\section*{Truncation error of a Gaussian orbital in a plane-wave basis}

A plane-wave basis keeps the waves $e^{i(\mathbf k+\mathbf G)\cdot\mathbf r}$ with $\tfrac12|\mathbf k+\mathbf G|^2\le E_c$. For a Gaussian orbital the part lost to this cutoff can be computed in closed form. This page derives that part, relates it to the rise of the one-electron eigenvalue, and inverts the relation to get the cutoff needed for a given accuracy.

\subsection*{Conventions and premises}

We use Hartree atomic units ($\hbar=m_e=e=4\pi\varepsilon_0=1$). Lengths are in bohr, the exponent $\alpha$ is in bohr$^{-2}$, and energies are in hartree (Ha). The cutoff wave number is defined by $E_c=K_c^2/2$. In rydberg the same cutoff is $E_c[\mathrm{Ry}]=K_c^2$, so every factor $e^{-E_c/\alpha}$ below reads $e^{-E_c[\mathrm{Ry}]/2\alpha}$ if the cutoff is taken from an input file in Ry. The Fourier transform is the unitary one,
\begin{equation}
\phi(\mathbf K)=(2\pi)^{-3/2}\int\psi(\mathbf r)\,e^{-i\mathbf K\cdot\mathbf r}\,d^3r ,
\label{eq:ft}
\end{equation}
so that $|\phi|^2$ is the momentum density, normalised to one. The premises are:
\begin{enumerate}
\item The orbital is a single normalised Gaussian of angular momentum $l$, $\psi=A\,r^lY_{lm}(\hat{\mathbf r})\,e^{-\alpha r^2}$.
\item Periodic images of the orbital do not overlap, and the reciprocal lattice is dense enough for sums over $\mathbf G$ to be replaced by integrals.
\item Where eigenvalues are discussed, $\psi$ is an exact eigenfunction of a fixed one-electron Hamiltonian $H=T+V$ with eigenvalue $\varepsilon$, and it is the lowest state of its symmetry. The potential is not updated self-consistently.
\end{enumerate}

\subsection*{Step 1: from plane-wave coefficients to the momentum density}

In a cell of volume $\Omega$ the Bloch sum is $\psi_{\mathbf k}(\mathbf r)=\sum_{\mathbf R}e^{i\mathbf k\cdot\mathbf R}\psi(\mathbf r-\mathbf R)=\Omega^{-1/2}\sum_{\mathbf G}c_{\mathbf G}\,e^{i(\mathbf k+\mathbf G)\cdot\mathbf r}$. Project on one wave over the cell. Since $e^{i\mathbf G\cdot\mathbf R}=1$, the cell integrals of all images join into one integral over all space:
\begin{equation}
c_{\mathbf G}=\frac{(2\pi)^{3/2}}{\Omega^{1/2}}\,\phi(\mathbf k+\mathbf G).
\end{equation}
Each $\mathbf G$ occupies a volume $(2\pi)^3/\Omega$, so for any weight $f$
\begin{equation}
\sum_{\mathbf G}f(\mathbf k+\mathbf G)\,|c_{\mathbf G}|^2\;\to\;\int f(\mathbf K)\,|\phi(\mathbf K)|^2\,d^3K .
\label{eq:sum}
\end{equation}
At a single $\mathbf k$ this is an approximation. Averaged over the Brillouin zone it is an equality, because the points $\mathbf k+\mathbf G$ then cover reciprocal space once.

\subsection*{Step 2: the Fourier transform}

For the plain Gaussian the integral \eqref{eq:ft} factorises, and completing the square gives $\int e^{-\alpha x^2-iK_xx}dx=(\pi/\alpha)^{1/2}e^{-K_x^2/4\alpha}$ in each direction. Hence
\begin{equation}
e^{-\alpha r^2}\;\longrightarrow\;(2\alpha)^{-3/2}\,e^{-K^2/4\alpha}.
\end{equation}
A factor $\mathbf r$ under the integral is produced by $i\nabla_{\mathbf K}$. The solid harmonics $r^lY_{lm}$ are the harmonic polynomials of degree $l$, and these are spanned by the powers $(\mathbf a\cdot\mathbf r)^l$ with complex null vectors, $\mathbf a\cdot\mathbf a=0$. For such a vector $(\mathbf a\cdot\nabla)e^{-K^2/4\alpha}=-(\mathbf a\cdot\mathbf K/2\alpha)\,e^{-K^2/4\alpha}$ and $(\mathbf a\cdot\nabla)(\mathbf a\cdot\mathbf K)=0$. Repeated differentiation therefore acts on the exponential alone and gives $(-\mathbf a\cdot\mathbf K/2\alpha)^l$. By linearity
\begin{equation}
\phi(\mathbf K)=A\left(\frac{-i}{2\alpha}\right)^{l}(2\alpha)^{-3/2}\,K^lY_{lm}(\hat{\mathbf K})\,e^{-K^2/4\alpha}.
\end{equation}
Define $b=l+\tfrac32$. The substitution $s=2\alpha r^2$ gives $\int_0^\infty r^{2l+2}e^{-2\alpha r^2}dr=\Gamma(b)/[2(2\alpha)^b]$, so $A^2=2(2\alpha)^b/\Gamma(b)$. Since $2l+3=2b$,
\begin{equation}
|\phi(\mathbf K)|^2=\frac{2}{(2\alpha)^{b}\,\Gamma(b)}\,K^{2l}\,|Y_{lm}|^2\,e^{-K^2/2\alpha}.
\label{eq:rho}
\end{equation}
For $l=0$, with $\Gamma(\tfrac32)=\sqrt\pi/2$ and $|Y_{00}|^2=1/4\pi$, this is $(2\pi\alpha)^{-3/2}e^{-K^2/2\alpha}$.

The natural variable is the kinetic energy of a wave in units of $\alpha$,
\begin{equation}
x=\frac{K^2}{2\alpha},\qquad x_c=\frac{K_c^2}{2\alpha}=\frac{E_c}{\alpha}.
\end{equation}
With $K^{2l+2}dK=\tfrac12(2\alpha)^{b}x^{b-1}dx$ and the angular integral equal to one, $x$ is distributed as
\begin{equation}
p_l(x)\,dx=\frac{x^{b-1}e^{-x}}{\Gamma(b)}\,dx .
\end{equation}
The full kinetic energy is $\bar T=\alpha\langle x\rangle=\alpha b$.

\subsection*{Step 3: norm and kinetic energy beyond the cutoff}

The cutoff surface is a sphere, so the discarded norm and kinetic energy are tails of $p_l$. With $\Gamma(s,x)=\int_x^\infty t^{s-1}e^{-t}dt$,
\begin{equation}
N_>=\frac{\Gamma(b,x_c)}{\Gamma(b)},\qquad
T_>=\alpha\,\frac{\Gamma(b+1,x_c)}{\Gamma(b)} .
\label{eq:tails}
\end{equation}
These are exact under premises 1 and 2. Every discarded wave has kinetic energy above $E_c$, so $T_>\ge E_cN_>$. Integration by parts gives $\Gamma(s+1,x)=s\,\Gamma(s,x)+x^se^{-x}$, and $\Gamma(\tfrac12,x)=\sqrt\pi\,\mathrm{erfc}\sqrt x$ starts the recursion. For a $p$ function three steps give
\begin{equation}
\Gamma(\tfrac72,x)=\tfrac{15}{8}\sqrt\pi\,\mathrm{erfc}\sqrt x+\sqrt x\,e^{-x}\left(x^2+\tfrac52x+\tfrac{15}{4}\right).
\label{eq:p}
\end{equation}
For large $x_c$ put $t=x_c+s$ in the integral:
\begin{equation}
T_>=\frac{\alpha\,x_c^{\,b}e^{-x_c}}{\Gamma(b)}\,S_b(x_c),\qquad
S_b(x)=\int_0^\infty\left(1+\frac sx\right)^{b}e^{-s}ds .
\label{eq:S}
\end{equation}
Expanding the bracket yields the asymptotic series $S_b\sim1+b/x+b(b-1)/x^2+\dots$. There are also strict bounds. Because $b>1$, $(1+s/x)^b\ge1+bs/x$, and because $\ln(1+u)\le u$, $(1+s/x)^b\le e^{bs/x}$. Integrating,
\begin{equation}
1+\frac bx\;\le\;S_b(x)\;\le\;\frac{1}{1-b/x}\qquad(x>b).
\label{eq:bounds}
\end{equation}
Setting $S_b=1$ defines the leading form $T_>^{(0)}$, which always underestimates $T_>$, by a relative amount close to $b/x_c$. For $l=0$,
\begin{equation}
T_>^{(0)}=\frac{2\alpha}{\sqrt\pi}\,x_c^{3/2}e^{-x_c}=2\pi\alpha K_c^3\,(2\pi\alpha)^{-3/2}\,e^{-E_c/\alpha}.
\end{equation}
The form can be read directly: shell area $4\pi K_c^2$, times energy $K_c^2/2$, times the density at $K_c$, times the decay length $\alpha/K_c$ of $e^{-K^2/2\alpha}$ at the cutoff.

\subsection*{Step 4: dependence on $l$}

Using $\Gamma(b+1)=b\,\Gamma(b)$ in \eqref{eq:S}, at equal $\alpha$ and $E_c$,
\begin{equation}
\frac{T_>^{(0)}(l+1)}{T_>^{(0)}(l)}=\frac{x_c}{l+\tfrac32}=\frac{K_c^2}{(2l+3)\,\alpha}.
\label{eq:l}
\end{equation}
Each unit of $l$ thus costs a factor of order $K_c^2/\alpha$, reduced by $2l+3$ through the normalisation: $K_c^2/3\alpha$ from $s$ to $p$ and $K_c^2/5\alpha$ from $p$ to $d$.

\subsection*{Step 5: from the kinetic tail to the eigenvalue}

$T_>$ is a property of the orbital. What a calculation shows is the rise $\delta=E-\varepsilon$ of the eigenvalue of the truncated secular equation. Let $P$ project on $K\le K_c$ and $Q=1-P$. From $(H-\varepsilon)\psi=0$ and $P\psi=\psi-Q\psi$,
\begin{equation}
\langle P\psi|H-\varepsilon|P\psi\rangle=\langle Q\psi|H-\varepsilon|Q\psi\rangle ,
\end{equation}
because every term with a full $\psi$ on either side vanishes. $T$ is diagonal in $\mathbf K$, so the right side is $T_>-\varepsilon N_>+V_{QQ}$ with $V_{QQ}=\langle Q\psi|V|Q\psi\rangle$. The sphere respects the rotational symmetry, so $P\psi$ is an admissible trial vector in the symmetry class of $\psi$, and the Rayleigh--Ritz principle gives
\begin{equation}
0\le\delta\le\frac{T_>-\varepsilon N_>+V_{QQ}}{1-N_>}.
\label{eq:RR}
\end{equation}
Removing plane waves lowers the kinetic energy of the trial vector, yet the energy rises, and the rise is set by $+T_>$: the binding lost through the coupling of $P$ and $Q$ equals twice the numerator of \eqref{eq:RR}, and only one such amount is saved. If $V$ is bounded, $|V_{QQ}|\le\|V\|N_>\le(\|V\|/E_c)\,T_>$, and if $V$ is attractive everywhere, $V_{QQ}\le0$. How close $\delta$ lies to $T_>$ depends on $V$. Two Hamiltonians that have the Gaussian as an exact eigenfunction can be solved in the truncated basis.

\paragraph{Separable potential.} Choose $\varepsilon<0$, $\chi=(T-\varepsilon)\psi$, $D=\langle\psi|\chi\rangle=\alpha b-\varepsilon$ and $V=-|\chi\rangle\langle\chi|/D$, with one such projector for each $m$. This is the Kleinman--Bylander form with no local part. Then $V\psi=-\chi$ and $(T+V)\psi=\varepsilon\psi$. With $t=K^2/2$ the truncated secular equation is $(t-E)\,c(\mathbf K)=\chi(\mathbf K)\langle\chi|c\rangle/D$ for $K\le K_c$. Divide by $t-E$, multiply by $\chi^*$ and integrate over the sphere:
\begin{equation}
D=\int_{K\le K_c}\frac{(t-\varepsilon)^2}{t-E}\,|\phi|^2\,d^3K .
\label{eq:sec}
\end{equation}
Writing $t-\varepsilon=(t-E)+\delta$ gives the identity $(t-\varepsilon)^2/(t-E)=(t-\varepsilon)+\delta+\delta^2/(t-E)$. The first term integrates to $D-(T_>-\varepsilon N_>)$, so
\begin{equation}
\delta\,(1-N_>)+\delta^2I=T_>+|\varepsilon|N_>,\qquad I=\int_{K\le K_c}\frac{|\phi|^2}{t-E}\,d^3K .
\label{eq:sep}
\end{equation}
For $E<0$, $I<\langle1/t\rangle=1/[\alpha(b-1)]$. To first order in the small quantities $\delta=T_>+|\varepsilon|N_>$, and the second term is at most $|\varepsilon|/E_c$ of the first. In this model the kinetic tail is the truncation error of the eigenvalue.

\paragraph{Harmonic well.} A local potential is fixed by its eigenfunction, $V=\varepsilon+\nabla^2\psi/2\psi$, and for the Gaussian this is $V=2\alpha^2r^2$ with $\varepsilon=2\alpha b$. In momentum space $r^2\to-\nabla_K^2$, so $H=K^2/2-2\alpha^2\nabla_K^2$ and $\langle V\rangle=2\alpha^2\int|\nabla_K\phi|^2d^3K$. A function that jumps to zero at $K_c$ makes this integral diverge, so in the continuum limit $V_{QQ}$ is infinite and \eqref{eq:RR} gives no bound. The admissible functions vanish at $K_c$: the truncated problem is an oscillator in a spherical box in $\mathbf K$. Insert $\phi=K^lY_{lm}e^{-x/2}w(x)$. Using $d/dK=(K/\alpha)\,d/dx$, the radial operator gives
\begin{equation}
H\phi=K^lY_{lm}e^{-x/2}\left\{2\alpha b\,w-4\alpha\left[xw''+(b-x)w'\right]\right\},
\end{equation}
so $H\phi=E\phi$ with $E=2\alpha b+4\alpha\nu$ is Kummer's equation $xw''+(b-x)w'+\nu w=0$. Its regular solution is ${}_1F_1(-\nu;b;x)$, and $\delta=4\alpha\nu$ follows from $w(x_c)=0$. For small $\nu$ put $w=1-\nu U$. To first order $xU''+(b-x)U'=1$, that is $(x^be^{-x}U')'=x^{b-1}e^{-x}$, so $U'=e^xx^{-b}\int_0^xt^{b-1}e^{-t}dt$. At large $x$ the integral tends to $\Gamma(b)$, and integrating $e^xx^{-b}$ by parts gives $U\sim\Gamma(b)e^xx^{-b}[1+b/x+b(b+1)/x^2+\dots]$. With $\nu=1/U(x_c)$,
\begin{equation}
\delta_{\rm harm}\simeq\frac{4\,T_>^{(0)}}{1+b/x_c+b(b+1)/x_c^2+\dots}.
\label{eq:harm}
\end{equation}
The exponential and the power $x_c^{\,b}$ are those of the kinetic tail, and the prefactor tends to 4. The potential term is here larger than $T_>$ itself, because the sharp edge in $\mathbf K$ spreads $Q\psi$ to large $r$, where this potential grows without bound. The general statement is therefore $\delta=f\,T_>$ with $f$ of order one and dependent on $V$.

\subsection*{Step 6: the required cutoff}

Demand $T_>=\eta$. The logarithm of \eqref{eq:S} gives
\begin{equation}
x_c=L+b\ln x_c+\ln S_b(x_c),\qquad L=\ln\frac{\alpha}{\eta\,\Gamma(b)},\qquad E_c=\alpha x_c .
\label{eq:inv}
\end{equation}
Without the last term the iteration $x\leftarrow L+b\ln x$ converges on the branch $x>b$, since its slope $b/x$ is below one there. As $\eta\to0$ this gives $E_c\simeq\alpha[L+b\ln L]$: the cutoff is $\alpha$ times a logarithm of the accuracy, with a double-logarithmic correction that is not small at practical $\eta$. From \eqref{eq:tails}, $dT_>/dx_c=-\alpha x_c^{\,b}e^{-x_c}/\Gamma(b)=-T_>/S_b$, so exactly
\begin{equation}
\frac{dE_c}{d\ln(1/\eta)}=\alpha\,S_b(x_c).
\label{eq:slope}
\end{equation}
One more decimal digit costs about $\alpha S_b\ln10$, and a constant prefactor $f$ in $\delta$ moves the cutoff by about $\alpha S_b\ln f$. An uncertainty in $f$ enters through its logarithm, while an uncertainty in $\alpha$ enters linearly.

\subsection*{Range of validity}

\begin{itemize}
\item \emph{Asymptotics.} Equation \eqref{eq:tails} holds for any cutoff. The leading form and \eqref{eq:l} need $E_c\gg\bar T=\alpha b$, with the relative deviation of the leading form bracketed by \eqref{eq:bounds}.
\item \emph{Image overlap.} Two parallel $p$ Gaussians pointing along their separation $R$ overlap by $(1-\alpha R^2)e^{-\alpha R^2/2}$. For $\alpha=1$ and $R=5$ bohr the magnitude is $9\times10^{-5}$, a negligible relative change of the normalisation.
\item \emph{Discrete $\mathbf G$.} The tail comes from a shell of width $\alpha/K_c$ that holds $n=4\pi K_c^2(\alpha/K_c)\,\Omega/(2\pi)^3=\Omega\alpha K_c/2\pi^2$ waves. Equation \eqref{eq:sum} needs $n\gg1$ or many $\mathbf k$ points. Otherwise the convergence curve is a staircase around the smooth result.
\item \emph{Several exponents.} For a contraction the largest exponent controls the tail as $K_c\to\infty$, weighted by its squared coefficient. A fit that is good in the bonding region says little about that exponent.
\item \emph{Smoothness.} Gaussian decay in $K$ requires a smooth orbital. A Slater function $z\,e^{-\zeta r}$ has a non-analytic term at the nucleus. The transform of $e^{-\zeta r}$ is proportional to $(K^2+\zeta^2)^{-2}$, and $i\partial/\partial K_z$ turns it into a multiple of $K_z(K^2+\zeta^2)^{-3}$. With $y=K/\zeta$ and $\int_0^\infty y^4(1+y^2)^{-6}dy=3\pi/512$,
\begin{equation}
T_>^{\rm Slater}=\frac{256\,\zeta^2}{3\pi}\int_{K_c/\zeta}^\infty\frac{y^6\,dy}{(1+y^2)^6}\;\simeq\;\frac{256\,\zeta^7}{15\pi K_c^5},
\label{eq:slater}
\end{equation}
a power law, with full value $\zeta^2/2$. A pseudo-orbital matched at a core radius with a finite number of continuous derivatives also ends in a power law, so the Gaussian estimate describes at best the range of cutoffs before that tail takes over.
\item \emph{Fixed potential.} The results concern one eigenvalue of a norm-conserving one-electron problem. The self-consistent response, the cutoff of the density grid, and the overlap operator of ultrasoft and PAW schemes are outside the derivation.
\end{itemize}

\subsection*{Numerical illustration: an O $2p$-like orbital}

Take $l=1$ and $\alpha=1$ bohr$^{-2}$ as an approximate model of an oxygen $2p$ pseudo-orbital. The radial density $r^4e^{-2r^2}$ peaks at $r=1$ bohr, $b=\tfrac52$, $\bar T=2.5$ Ha and $\Gamma(\tfrac52)=1.329$. With $\alpha=1$, $x_c$ equals $E_c$ in Ha. The table evaluates \eqref{eq:tails}, with $s$ and $d$ functions of the same exponent alongside. Tails $T_>$ are in Ha.

\begin{center}
\begin{tabular}{cccccccc}
\hline
$E_c$/Ha & Ry & eV & $N_>(p)$ & $T_>(p)$ & $T_>^{(0)}(p)$ & $T_>(s)$ & $T_>(d)$\\
\hline
5 & 10 & 136 & $7.52\times10^{-2}$ & $4.71\times10^{-1}$ & $2.83\times10^{-1}$ & $1.13\times10^{-1}$ & $1.23$\\
10 & 20 & 272 & $1.25\times10^{-3}$ & $1.39\times10^{-2}$ & $1.08\times10^{-2}$ & $1.87\times10^{-3}$ & $6.27\times10^{-2}$\\
15 & 30 & 408 & $1.47\times10^{-5}$ & $2.37\times10^{-4}$ & $2.01\times10^{-4}$ & $2.21\times10^{-5}$ & $1.54\times10^{-3}$\\
20 & 40 & 544 & $1.49\times10^{-7}$ & $3.15\times10^{-6}$ & $2.77\times10^{-6}$ & $2.24\times10^{-7}$ & $2.66\times10^{-5}$\\
\hline
\end{tabular}
\end{center}

At 15 Ha, $S_{5/2}=1.184$ lies between the bounds 1.167 and 1.200 of \eqref{eq:bounds}. The exact ratios $T_>(p)/T_>(s)=10.7$ and $T_>(d)/T_>(p)=6.5$ are near the values 10 and 6 of \eqref{eq:l}, and well below the bare $K_c^2/\alpha=30$.

\paragraph{Eigenvalue at 15 Ha.} For the separable model take $\varepsilon=-0.34$ Ha, a typical approximate O $2p$ orbital energy, so that $D=2.84$ Ha. The term $|\varepsilon|N_>=5.0\times10^{-6}$ Ha adds 2.1\% to $T_>$, the relative correction $\delta I$ is below $1.6\times10^{-4}$, and \eqref{eq:sec} has the root $\delta=2.42\times10^{-4}$ Ha. For the harmonic well the zero of ${}_1F_1(-\nu;\tfrac52;15)$ gives $\delta=6.55\times10^{-4}$ Ha, that is $f=2.76$, still short of the limit 4.

\paragraph{Cutoff for $\eta=1$ mHa per orbital.} Here $L=6.62$. The iteration without $\ln S_b$ runs 6.62, 11.35, 12.70, 12.98 and converges to 13.04. The exact condition, solved with \eqref{eq:p}, gives $x_c=13.28$:
\begin{equation}
E_c\approx13.3\ \mathrm{Ha}=26.6\ \mathrm{Ry}=361\ \mathrm{eV},\qquad K_c=5.15\ \mathrm{bohr}^{-1}.
\end{equation}
The bare logarithm $L$ supplies only half of this. The $s$ and $d$ functions need 10.7 and 15.5 Ha. At this point $S_{5/2}=1.21$, so by \eqref{eq:slope} the slope is 2.8 Ha (5.6 Ry, 76 eV) per decade, and a factor of two in $f$ moves the cutoff by about 0.84 Ha. Requiring $\delta=1$ mHa instead of $T_>=1$ mHa gives 13.31 Ha in the separable model, with $\delta$ taken to first order, and 14.5 Ha (29.0 Ry, 394 eV) in the harmonic well, which is 9\% above 13.28 Ha. Raising $\alpha$ to 1.2 bohr$^{-2}$ moves the cutoff for $T_>=1$ mHa to 16.2 Ha (32.4 Ry), a larger shift than that between the two potentials. The estimate for a real orbital is thus good to one or two figures, limited by how well $\alpha$ is known.

A cubic box of edge 20 bohr holds $\Omega K_c^3/6\pi^2=1.85\times10^4$ plane waves at $K_c=5.15$ bohr$^{-1}$, with $n=2.1\times10^3$ in the critical shell, so the continuum formula applies at the $\Gamma$ point. A cell of 150 bohr$^3$ has $n=39$, and there steps are to be expected at a single $\mathbf k$. A Slater $2p$ function with the same kinetic energy, $\zeta^2/2=2.5$ Ha or $\zeta=2.24$ bohr$^{-1}$, needs 144 Ha (288 Ry) by the integral in \eqref{eq:slater} to bring its kinetic tail to 1 mHa, 11 times the Gaussian value.